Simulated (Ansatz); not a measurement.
# A series in volume per atom on ZnPt

All results are calculated (Ansatz 0.2.0). Periodic Kohn-Sham DFT of a crystal at fixed atoms; pressure and stress are positive in compression; the energy is the free energy less that of spherical unpolarised free atoms; site moments are those in the method's own spheres, positive along +z.

Cell of the first row (space group P4/mmm, No. 123):
```
ZnPt
1.0
      2.8055     0.0000     0.0000
      0.0000     2.8055     0.0000
      0.0000     0.0000     3.4383
Zn Pt
1 1
Direct
  0.50000 0.50000 0.50000
  0.00000 0.00000 0.00000
```

Settings of every row: method frozen-core PAW; functional PBEsol; relativity scalar; k mesh 11x11x9; filling fermi-dirac; smearing width 0.05 eV; wave cutoff 420 eV; paw set soft_2.

Atom start moment: 0 on all atoms.

Limits: PAW files made with PBE; no spin-orbit coupling on heavy atoms.

| row | volume per atom (Å³) | pressure (GPa) |
| --- | --- | --- |
| 1 | 13.532 | 6.709 |
| 2 | 13.82 | 1.968 |
| 3 | 14.107 | -2.201 |
| 4 | 14.251 | -4.095 |
| 5 | 14.395 | ? |
| 6 | 14.539 | -7.534 |
| 7 | 14.683 | -9.094 |
| 8 | 14.971 | -11.928 |
| 9 | 15.259 | -14.414 |

Question: what pressure should row 5 give?

Worked fit of pressure. Take u = (V_r/V)^(2/3) − 1 with V_r = 14.395 Å³ an atom, which is twice the finite (Eulerian) strain; such expansions in the strain, on which the Birch-Murnaghan equation of state is built, carry the rest volume and the bulk modulus. The shown rows have u = 0.04208, 0.02755, 0.01356, 0.00673, -0.00661, -0.01312, -0.02582, -0.03811. Least squares give pressure = −5.8696 + 257.877 × u + 927.95 × u² + 1149 × u³ GPa; a parabola predicts inner rows, each left out in turn, worse (root mean square 0.019 against 0.0043 GPa). The rows lie off it by -0.002, 0.005, -0.002, -0.003, 0.000, 0.002, 0.001, -0.001 (root mean square 0.0024 GPa). The pressure vanishes at u = 0.0211, or V = 13.95 Å³ an atom, and there the bulk modulus at fixed shape and fractions is B = −V dP/dV = (2/3)(1 + u) dP/du = 203 GPa. Letting shape and atoms relax would as a rule lower it, by much in layered, chain or molecular crystals. The withheld row has u = 0, so the fit gives −5.8696 + 257.877 × (0) + 927.95 × (0)² + 1149 × (0)³ = -5.870 GPa.

The calculation gave -5.87 GPa. The fit meets it to the printed digit.
